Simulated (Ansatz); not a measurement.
## CaAs₂Pd₂: the change of energy above lowest point with volume scale

Results calculated with Ansatz 0.2.0, not measured. Free energy against uniform scaling of the volume at fixed shape and fractions; periodic cell, basis, potentials, k mesh and filling as listed.

The cell before it is scaled or strained (space group I4/mmm, No. 139):
```
CaAs2Pd2
1.0
     -2.1549     2.1549     5.1134
      2.1549    -2.1549     5.1134
      2.1549     2.1549    -5.1134
Ca As Pd
1 2 2
Direct
  0.00000 0.00000 0.00000
  0.37975 0.37975 0.00000
  0.62025 0.62025 0.00000
  0.75000 0.25000 0.50000
  0.25000 0.75000 0.50000
```

Settings of every row: functional PBEsol; dispersion none; potentials PAW; wave cutoff 500 eV; density cutoff 2000 eV; k mesh 9x9x9; k shift 0x0x0; occupations fermi dirac; smearing width 0.1 eV; spin none.

Limits: coarse k mesh, up to 40 meV an atom off; the cell comes from a prototype or a list of computed structures and needn't be the stable phase.

```
row  volume scale  V (Å³/atom)  energy above lowest point (meV/atom)
  1           0.9       17.096                                  42.3
  2         0.925       17.571                                  17.7
  3          0.95       18.046                                   4.1
  4         0.975       18.521                                     0
  5             1       18.996                                     4
  6         1.025       19.471                                    15
  7          1.05       19.945                                    32
  8         1.075        20.42                                     ?
  9           1.1       20.895                                  80.7
```

Question: what energy above lowest point should row 8 give?

Worked fit of energy above lowest point. Take u = (V_r/V)^(2/3) − 1 with V_r = 18.758 Å³ an atom, which is twice the finite (Eulerian) strain; such expansions in the strain, on which the Birch-Murnaghan equation of state is built, carry the rest volume and the bulk modulus. The shown rows have u = 0.0638, 0.04454, 0.02613, 0.00851, -0.00837, -0.02456, -0.04008, -0.0694. Least squares give energy above lowest point = 1.06 − 240.3 × u + 13505 × u² + 6207 × u³ meV/atom; a parabola predicts inner rows, each left out in turn, worse (root mean square 0.47 against 0.018 meV/atom). All shown rows lie on it to the printed digit. Its lowest point lies at u = 0.0088, or V = 18.51 Å³ an atom, and the curvature there gives the bulk modulus at fixed shape and fractions, B = (4/9)(1 + u)² E″(u)/V = 107 GPa. Letting shape and atoms relax would as a rule lower it, by much in layered, chain or molecular crystals. The withheld row has u = -0.05502, so the fit gives 1.06 − 240.3 × (-0.05502) + 13505 × (-0.05502)² + 6207 × (-0.05502)³ = 54.1 meV/atom.

The calculation gave 54.1 meV/atom. The fit meets it to the printed digit.
